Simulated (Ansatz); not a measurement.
# W: energy above lowest point against volume scale

Results calculated with Ansatz 0.2.0, not measured. Free energy against uniform scaling of the volume at fixed shape and fractions; periodic cell, basis, potentials, k mesh and filling as listed.

The cell before it is scaled or strained (space group Fm-3m, No. 225):
```
CELL_PARAMETERS angstrom
0.00000 2.03000 2.03000
2.03000 0.00000 2.03000
2.03000 2.03000 0.00000
ATOMIC_POSITIONS crystal
W 0.00000 0.00000 0.00000
```

Settings of every row: functional r2SCAN; dispersion none; accuracy medium; potentials PAW; wave cutoff 380.96 eV; density cutoff 1523.8 eV; k mesh 10x10x10; k shift 0x0x0; occupations methfessel paxton; smearing width 0.2 eV; spin none; SCF threshold exponent -9.

Limits: coarse k mesh, up to 40 meV an atom off; cutoff under the advised one; no spin-orbit coupling, which can matter with elements this heavy.

| row | volume scale | V (Å³/atom) | energy above lowest point (meV/atom) |
| --- | --- | --- | --- |
| 1 | 0.92 | 15.392 | 43.6 |
| 2 | 0.9467 | 15.839 | 9 |
| 3 | 0.9733 | 16.284 | 0 |
| 4 | 1 | 16.731 | ? |
| 5 | 1.0267 | 17.178 | 46.2 |
| 6 | 1.0533 | 17.623 | 96.2 |
| 7 | 1.08 | 18.069 | 161.3 |

Question: what energy above lowest point should row 4 give?

Worked fit of energy above lowest point. Take u = (V_r/V)^(2/3) − 1 with V_r = 16.731 Å³ an atom, which is twice the finite (Eulerian) strain; such expansions in the strain, on which the Birch-Murnaghan equation of state is built, carry the rest volume and the bulk modulus. The shown rows have u = 0.05719, 0.0372, 0.01822, -0.01742, -0.03404, -0.05. Least squares give energy above lowest point = 13.28 − 1322.1 × u + 32591 × u² − 3537 × u³ meV/atom; a parabola predicts inner rows, each left out in turn, worse (root mean square 0.2 against 0.032 meV/atom). All shown rows lie on it to the printed digit. Its lowest point lies at u = 0.0204, or V = 16.23 Å³ an atom, and the curvature there gives the bulk modulus at fixed shape and fractions, B = (4/9)(1 + u)² E″(u)/V = 296 GPa. The withheld row has u = 0, so the fit gives 13.28 − 1322.1 × (0) + 32591 × (0)² − 3537 × (0)³ = 13.3 meV/atom.

The calculation gave 13.3 meV/atom. The fit meets it to the printed digit.
